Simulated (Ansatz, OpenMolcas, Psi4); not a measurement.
# A ladder of methods for C2H6Ga (SMILES C[Ga]C)

The species is C2H6Ga (9 atoms), meant as a doublet with charge 0. SMILES: `C[Ga]C`. The coordinates come from a PBE0-D4/def2-TZVP relaxation.

```csv
atom,x (Å),y (Å),z (Å)
C,-1.2466,1.1630,0.1753
Ga,0.4566,0.3856,0.8730
C,1.2739,-1.1396,-0.1260
H,-2.0143,0.3825,0.1775
H,-1.0925,1.4797,-0.8611
H,-1.6027,2.0113,0.7582
H,2.2020,-1.4968,0.3182
H,1.4694,-0.8220,-1.1553
H,0.5541,-1.9637,-0.1597
```

Quantity: the electronic atomisation energy, in eV. The values are calculated. Electronic energies at fixed atoms, without zero-point motion or spin-orbit coupling.

```tsv
level	kind	program	value (eV)	less CCSD(T)/6-31G*	CPU time (all runs)
USVWN5/6-31G* (spherical functions)	LDA	OpenMolcas	35.10	+6.88	33 s
U-revPBE/6-31G* (spherical functions)	GGA	Ansatz	30.46	+2.24	13 s
UTPSS/6-31G* (spherical functions)	meta-GGA	OpenMolcas	31.46	+3.24	53 s
UB3LYP/6-31G* (Cartesian functions)	global hybrid	OpenMolcas	30.76	+2.54	68 s
U-wB97X-V/6-31G* (spherical functions)	range-separated hybrid	Psi4	31.17	+2.95	2.2 min
U-wB97X/6-31G* (spherical functions)	range-separated hybrid	Ansatz	31.01	+2.79	59 s
UB2PLYP/6-31G* (spherical functions)	double hybrid	Ansatz	30.07	+1.85	15 s
ROCCSD(T)/6-31G* (spherical functions)	coupled cluster or CI	OpenMolcas	28.22	0.00	40 s
```

ROCCSD(T)/6-31G* (spherical functions) is the highest level here, not the true value. All-electron rows without a relativistic Hamiltonian named are non-relativistic. The values span 28.22 to 35.10 eV. In the correlated wave-function rows the outer d shell of Ga is correlated, in sets not made for it. Times are those of the runs behind each value, whatever else they computed, on shared processors of several kinds: orders of magnitude only.

The local density approximation stands apart at 35.10 eV, while the other density functionals, double hybrid included, fall between 30.07 and 31.46 eV. This is the familiar LDA overbinding: gradient corrections stabilise the strongly inhomogeneous densities of the free atoms more than that of the molecule, and so lower the atomisation energy. Beyond that step the values don't fall steadily with the sophistication of the functional.

The coupled-cluster value is the lowest, but this shouldn't be read as evidence that every functional overbinds by the listed difference. Atomisation creates separated open-shell atoms from electron pairs in C–H and Ga–C bonds, and a small basis recovers too little of the correlation energy of those pairs. The complete-basis coupled-cluster result therefore probably lies well above 28.22 eV, which could change the ranking of the functionals. The double hybrid's perturbative correlation shares this slow convergence in part, consistent with its intermediate position. Since the total is dominated by the C–H bonds, it doesn't establish the strength of the Ga–C bonds.
